**Effective charge of the 3s orbital from energy and from size in 2+ ions of groups 17 and 18**

The table holds the 3s orbital energy, <r> and <r²> of Cl2+, Br2+, I2+, Ar2+, Kr2+ and Xe2+ from non-relativistic, configuration-averaged Hartree-Fock at the basis limit with a point nucleus. The program inverts the hydrogenic 3s formulas to get effective charges, tests a constant and a Slater screening for the radius, and tests whether the potential of the outer and same-shell electrons accounts for the gap between the charge from energy and the charge from size. One fitted screening constant of 11.0 reproduces the radii of the four core rows within 1.4 % but fails for Cl2+ and Ar2+, where 3s is the valence shell. The estimated outer potential, whose n ≥ 4 part is an upper bound, amounts to 96 to 97 % of the gap in I2+ and Xe2+, about 80 % in Br2+ and Kr2+ and under half in the valence rows; it overshoots in the heaviest pair when <1/r> is the size measure, so the near-match there is an overcount. The output also splits the step from group 17 to 18 into parts and brackets the omitted relativistic shift, a few hartree for I2+ and Xe2+.

Doubly charged ions of Cl, Br, I, Ar, Kr and Xe, computed with B-spline radial code 1 in non-relativistic Hartree-Fock at the basis-set limit. Each ion is treated as spherical, with a point nucleus and an average over the listed configuration.

## Script

```python
# Table: 3s orbital energy, <r>, <r^2> of 2+ ions of groups 17, 18; B-spline radial code, non-relativistic
# Hartree-Fock, configuration average. Tested: hydrogenic effective charge from energy vs size; outer-screening
# potential as the cause of the gap; constant or Slater screening for <r>; group 17->18 step; relativity size.
T = {
    'ion': ['Cl2+', 'Br2+', 'I2+', 'Ar2+', 'Kr2+', 'Xe2+'],
    'Z': [17, 35, 53, 18, 36, 54],
    'N': [15, 33, 51, 16, 34, 52],
    'configuration': ['[Ne] 3s2 3p3', '[Ar] 3d10 4s2 4p3', '[Kr] 4d10 5s2 5p3', '[Ne] 3s2 3p4', '[Ar] 3d10 4s2 4p4', '[Kr] 4d10 5s2 5p4'],
    'energy': [-1.91882, -10.7559, -38.6814, -2.19128, -11.7841, -40.9594],  # hartree
    'mean_radius': [1.4574, 0.55859, 0.32609, 1.3416, 0.53754, 0.31868],  # bohr
    'mean_r_squared': [2.4355, 0.35805, 0.12133, 2.0657, 0.33134, 0.11586],  # bohr²
}
import numpy as np
from scipy.constants import alpha, physical_constants as pc
from scipy.optimize import minimize_scalar
eV = pc['Hartree energy in eV'][0]
ion = list(T['ion']); ix = {s: i for i, s in enumerate(ion)}
Z, E, r, r2 = (np.array(T[k], float) for k in ('Z', 'energy', 'mean_radius', 'mean_r_squared'))
# typed from further outputs of the same runs: <1/r>(3s); (electrons, <1/r>) of n>=4 shells; valence s; F0, G1 in eV
inv = {'Cl2+': .9322579, 'Br2+': 2.536094, 'I2+': 4.42151, 'Ar2+': 1.018104, 'Kr2+': 2.638731, 'Xe2+': 4.527525}
out = {'Cl2+': [], 'Ar2+': [], 'Br2+': [(2, .7938662), (3, .6882652)], 'Kr2+': [(2, .8457549), (4, .7385165)],
       'I2+': [(2, 1.782902), (6, 1.678247), (10, 1.442383), (2, .6457002), (3, .563952)],
       'Xe2+': [(2, 1.843342), (6, 1.740719), (10, 1.511818), (2, .6809787), (4, .5990274)]}
val = {'Br2+': (-1.742237, 1.640793), 'I2+': (-1.45302, 1.980405), 'Kr2+': (-1.945791, 1.546755), 'Xe2+': (-1.607213, 1.883846)}
F0ss = {'Cl2+': 16.82457, 'Ar2+': 18.27687}; F0sp_Ar, G1_Ar = 17.40714, 11.66835
koop = {'Cl2+': (37.90595, 37.28955), 'Br2+': (33.53153, 33.05393), 'I2+': (28.75855, 28.38312),
        'Ar2+': (42.17923, 41.38029), 'Kr2+': (36.60878, 36.01051), 'Xe2+': (31.12694, 30.66604)}
n3 = np.array([{'Cl2+': 4, 'Ar2+': 5}.get(s, 17) for s in ion]); core = n3 == 17
iv = np.array([inv[s] for s in ion])
ZE, Zr, Zi, sh = np.sqrt(-18*E), 13.5/r, 9*iv, r2/r**2
half = lambda x, n: 0.5*10**(np.floor(np.log10(abs(x))) - n + 1)
print('rounding floor max: Z_E %.0e, Z_r %.0e, shape %.0e' % (max(ZE*half(E, 6)/abs(E)/2), max(Zr*half(r, 5)/r), max(sh*(half(r2, 5)/r2 + 2*half(r, 5)/r))))
print('ion Z<r>(hyd 13.5) Z_E Z_r Z_inv sig_E sig_r sig_inv shape(hyd %.4f) excess%%' % (207/182.25))
for i, s in enumerate(ion):
    print('%s %.2f %.2f %.2f %.2f %.2f %.2f %.2f %.4f %.2f' % (s, Z[i]*r[i], ZE[i], Zr[i], Zi[i], Z[i]-ZE[i], Z[i]-Zr[i], Z[i]-Zi[i], sh[i], 100*(sh[i]*182.25/207-1)))
print('down the group: ratio eps, ratio <r>, exponent in Z of eps, of <r>')
for a, b in [('Cl2+', 'Br2+'), ('Br2+', 'I2+'), ('Ar2+', 'Kr2+'), ('Kr2+', 'Xe2+')]:
    i, j = ix[a], ix[b]; L = np.log(Z[j]/Z[i])
    print('%s->%s %.2f %.3f %.2f %.2f' % (a, b, E[j]/E[i], r[j]/r[i], np.log(E[j]/E[i])/L, np.log(r[j]/r[i])/L))
print('valence s eps(Eh)/<r>(bohr):', ' '.join('%s %.3f/%.3f' % ((s,) + val.get(s, (E[ix[s]], r[ix[s]]))) for s in ion))
print('% error of <r>=13.5/(Z-sigma), row order', ' '.join(ion))
for name, m in [('all rows', Z > 0), ('core rows', core)]:
    sg = minimize_scalar(lambda x: np.sum((13.5/(Z[m]-x)/r[m]-1)**2), bounds=(0, 15), method='bounded').x
    print('fit %s sigma %.2f:' % (name, sg), np.round(100*(13.5/(Z-sg)/r-1), 1))
sl = 2 + 8*0.85 + 0.35*np.minimum(n3, 7)
print('Slater sigma', np.round(sl, 2), ':', np.round(100*(13.5/(Z-sl)/r-1), 1))
cs = [F0ss[s]/eV*r[ix[s]] for s in F0ss]; c = np.mean(cs)
print('F0(3s,3s)*<r>: Cl %.3f Ar %.3f hydrogenic %.3f' % (cs[0], cs[1], 17/256*13.5))
V4 = np.array([sum(n*x for n, x in out[s]) for s in ion]); V3 = 0.5*c*n3/r
gap, gapi, Zc = Zr**2/18 + E, Zi**2/18 + E, np.sqrt(18*(-E + V3 + V4))
print('Eh: ion gap(Z_r) gap(Z_inv) V(n>=4) V(n=3) share% of each gap; Z_corr, Z_r-Z_corr, Z_inv-Z_corr')
for i, s in enumerate(ion):
    print('%s %.2f %.2f %.2f %.2f %.0f %.0f %.2f %.2f %.2f' % (s, gap[i], gapi[i], V4[i], V3[i], 100*(V3+V4)[i]/gap[i], 100*(V3+V4)[i]/gapi[i], Zc[i], Zr[i]-Zc[i], Zi[i]-Zc[i]))
print('17->18: dZ% d<r>% d|eps|% dZ_r dZ_E; Eh: d_eps, proton, new p electron, frozen sum, rest, dV(n>=4), dV(n=3)')
for a, b in [('Cl2+', 'Ar2+'), ('Br2+', 'Kr2+'), ('I2+', 'Xe2+')]:
    i, j = ix[a], ix[b]; p = -(iv[i]+iv[j])/2
    e = out[b][-1][1] if out[b] else (F0sp_Ar - G1_Ar/6)/eV
    print('%s->%s %.1f %.1f %.1f %.2f %.2f; %.3f %.3f %.3f %.3f %.3f %.2f %.2f' % (a, b, 100*(Z[j]/Z[i]-1), 100*(r[j]/r[i]-1), 100*(E[j]/E[i]-1),
          Zr[j]-Zr[i], ZE[j]-ZE[i], E[j]-E[i], p, e, p+e, E[j]-E[i]-p-e, V4[j]-V4[i], V3[j]-V3[i]))
    assert 0 < ZE[j]-ZE[i] < Zr[j]-Zr[i] < 1
print('crude relativistic deepening of 3s, hydrogenic with Z_r..Z (Eh; % of |eps|), order of magnitude only')
rel = lambda z: alpha**2*z**4*2.25/162
for i, s in enumerate(ion):
    print('%s %.2g..%.2g  %.1f..%.1f' % (s, rel(Zr[i]), rel(Z[i]), -100*rel(Zr[i])/E[i], -100*rel(Z[i])/E[i]))
print('outer p: Koopmans minus energy difference (eV):', ' '.join('%s %.2f' % (s, koop[s][0]-koop[s][1]) for s in ion))
assert np.all(ZE < Zr) and np.all(Zr < Z)
assert np.all((sh > 207/182.25) & (sh < 1.16))
assert np.all(abs(Zr-Zc) < Zr-ZE)
```

Printed output:

```
rounding floor max: Z_E 3e-05, Z_r 7e-04, shape 1e-04
ion Z<r>(hyd 13.5) Z_E Z_r Z_inv sig_E sig_r sig_inv shape(hyd 1.1358) excess%
Cl2+ 24.78 5.88 9.26 8.39 11.12 7.74 8.61 1.1466 0.95
Br2+ 19.55 13.91 24.17 22.82 21.09 10.83 12.18 1.1475 1.03
I2+ 17.28 26.39 41.40 39.79 26.61 11.60 13.21 1.1410 0.46
Ar2+ 24.15 6.28 10.06 9.16 11.72 7.94 8.84 1.1477 1.05
Kr2+ 19.35 14.56 25.11 23.75 21.44 10.89 12.25 1.1467 0.96
Xe2+ 17.21 27.15 42.36 40.75 26.85 11.64 13.25 1.1408 0.44
down the group: ratio eps, ratio <r>, exponent in Z of eps, of <r>
Cl2+->Br2+ 5.61 0.383 2.39 -1.33
Br2+->I2+ 3.60 0.584 3.08 -1.30
Ar2+->Kr2+ 5.38 0.401 2.43 -1.32
Kr2+->Xe2+ 3.48 0.593 3.07 -1.29
valence s eps(Eh)/<r>(bohr): Cl2+ -1.919/1.457 Br2+ -1.742/1.641 I2+ -1.453/1.980 Ar2+ -2.191/1.342 Kr2+ -1.946/1.547 Xe2+ -1.607/1.884
% error of <r>=13.5/(Z-sigma), row order Cl2+ Br2+ I2+ Ar2+ Kr2+ Xe2+
fit all rows sigma 8.21: [ 5.4 -9.8 -7.6  2.8 -9.6 -7.5]
fit core rows sigma 11.04: [55.5  0.9 -1.3 44.7  0.6 -1.4]
Slater sigma [10.2  11.25 11.25 10.55 11.25 11.25] : [36.2  1.8 -0.8 35.1  1.5 -0.9]
F0(3s,3s)*<r>: Cl 0.901 Ar 0.901 hydrogenic 0.896
Eh: ion gap(Z_r) gap(Z_inv) V(n>=4) V(n=3) share% of each gap; Z_corr, Z_r-Z_corr, Z_inv-Z_corr
Cl2+ 2.85 1.99 0.00 1.24 43 62 7.54 1.73 0.85
Br2+ 21.69 18.19 3.65 13.71 80 95 22.50 1.67 0.33
I2+ 56.54 49.29 31.04 23.49 96 111 40.96 0.44 -1.17
Ar2+ 3.43 2.47 0.00 1.68 49 68 8.35 1.72 0.82
Kr2+ 23.26 19.55 4.65 14.25 81 97 23.50 1.62 0.25
Xe2+ 58.74 51.28 33.01 24.03 97 111 42.00 0.36 -1.25
17->18: dZ% d<r>% d|eps|% dZ_r dZ_E; Eh: d_eps, proton, new p electron, frozen sum, rest, dV(n>=4), dV(n=3)
Cl2+->Ar2+ 5.9 -7.9 14.2 0.80 0.40; -0.272 -0.975 0.568 -0.407 0.134 0.00 0.44
Br2+->Kr2+ 2.9 -3.8 9.6 0.95 0.65; -1.028 -2.587 0.739 -1.849 0.821 0.99 0.54
I2+->Xe2+ 1.9 -2.3 5.9 0.96 0.77; -2.278 -4.475 0.599 -3.875 1.597 1.96 0.55
crude relativistic deepening of 3s, hydrogenic with Z_r..Z (Eh; % of |eps|), order of magnitude only
Cl2+ 0.0054..0.062  0.3..3.2
Br2+ 0.25..1.1  2.3..10.3
I2+ 2.2..5.8  5.6..15.1
Ar2+ 0.0076..0.078  0.3..3.5
Kr2+ 0.29..1.2  2.5..10.5
Xe2+ 2.4..6.3  5.8..15.4
outer p: Koopmans minus energy difference (eV): Cl2+ 0.62 Br2+ 0.48 I2+ 0.38 Ar2+ 0.80 Kr2+ 0.60 Xe2+ 0.46
```
